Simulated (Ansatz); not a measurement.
# Cu: pressure and energy change per atom as volume scale varies

Results calculated with Ansatz 0.2.0, not measured. Plane-wave DFT, scalar-relativistic PAW made under PBE with cores redone for the functional, no dispersion; the given relaxed cell is scaled uniformly, energy at zero smearing counts from the unscaled cell, pressure at the given Fermi-Dirac smearing is positive in compression.

The cell before it is scaled or strained (space group Im-3m, No. 229):
```
CELL_PARAMETERS angstrom
-1.42090 1.42090 1.42090
1.42090 -1.42090 1.42090
1.42090 1.42090 -1.42090
ATOMIC_POSITIONS crystal
Cu 0.00000 0.00000 0.00000
```

Settings of every row: spin polarised no; functional r2SCAN; wave cutoff 500 eV; smearing width 0.1 eV; k mesh 17x17x17.

Atom starting moment: 0 on all atoms.

Limits: the cell comes from a prototype or a list of computed structures and needn't be the stable phase.

| row | volume scale | V (Å³/atom) | pressure (GPa) | energy change per atom (meV) |
| --- | --- | --- | --- | --- |
| 1 | 0.88 | 10.098 | 28.52 | 107.55 |
| 2 | 0.92 | 10.557 | 16.65 | 43.63 |
| 3 | 0.96 | 11.016 | 7.34 | 9.95 |
| 4 | 1.04 | 11.934 | ? | ? |
| 5 | 1.08 | 12.393 | -10.16 | 31.82 |
| 6 | 1.12 | 12.852 | -13.64 | 66.29 |

Question: what pressure and energy change per atom should row 4 give?

Worked fit of pressure. Take u = (V_r/V)^(2/3) − 1 with V_r = 11.016 Å³ an atom, which is twice the finite (Eulerian) strain; such expansions in the strain, on which the Birch-Murnaghan equation of state is built, carry the rest volume and the bulk modulus. The shown rows have u = 0.05972, 0.02878, 0, -0.07552, -0.09766. Least squares give pressure = 7.35 + 300.58 × u + 886.7 × u² GPa; a straight line predicts inner rows, each left out in turn, worse (root mean square 2.3 against 0.15 GPa). The rows lie off it by 0.06, -0.09, -0.01, 0.13, -0.09 (root mean square 0.086 GPa). The withheld row has u = -0.05196, so the fit gives 7.35 + 300.58 × (-0.05196) + 886.7 × (-0.05196)² = -5.87 GPa.

The calculation gave -5.69 GPa. The fit lies 0.18 GPa (3.2 % of the value, 0.43 % of the column's range) below it; its largest miss of a shown row is 0.13 GPa.

Worked fit of energy change per atom. Take u = (V_r/V)^(2/3) − 1 with V_r = 11.016 Å³ an atom, which is twice the finite (Eulerian) strain; such expansions in the strain, on which the Birch-Murnaghan equation of state is built, carry the rest volume and the bulk modulus. The shown rows have u = 0.05972, 0.02878, 0, -0.07552, -0.09766. Least squares give energy change per atom = 10.064 + 786.54 × u + 14031.9 × u² meV; a straight line predicts inner rows, each left out in turn, worse (root mean square 37 against 1.3 meV). The rows lie off it by 0.47, -0.69, -0.11, 1.13, -0.79 (root mean square 0.72 meV). The withheld row has u = -0.05196, so the fit gives 10.064 + 786.54 × (-0.05196) + 14031.9 × (-0.05196)² = 7.08 meV.

The calculation gave 8.64 meV. The fit lies 1.56 meV (18 % of the value, 1.6 % of the column's range) below it; its largest miss of a shown row is 1.13 meV.
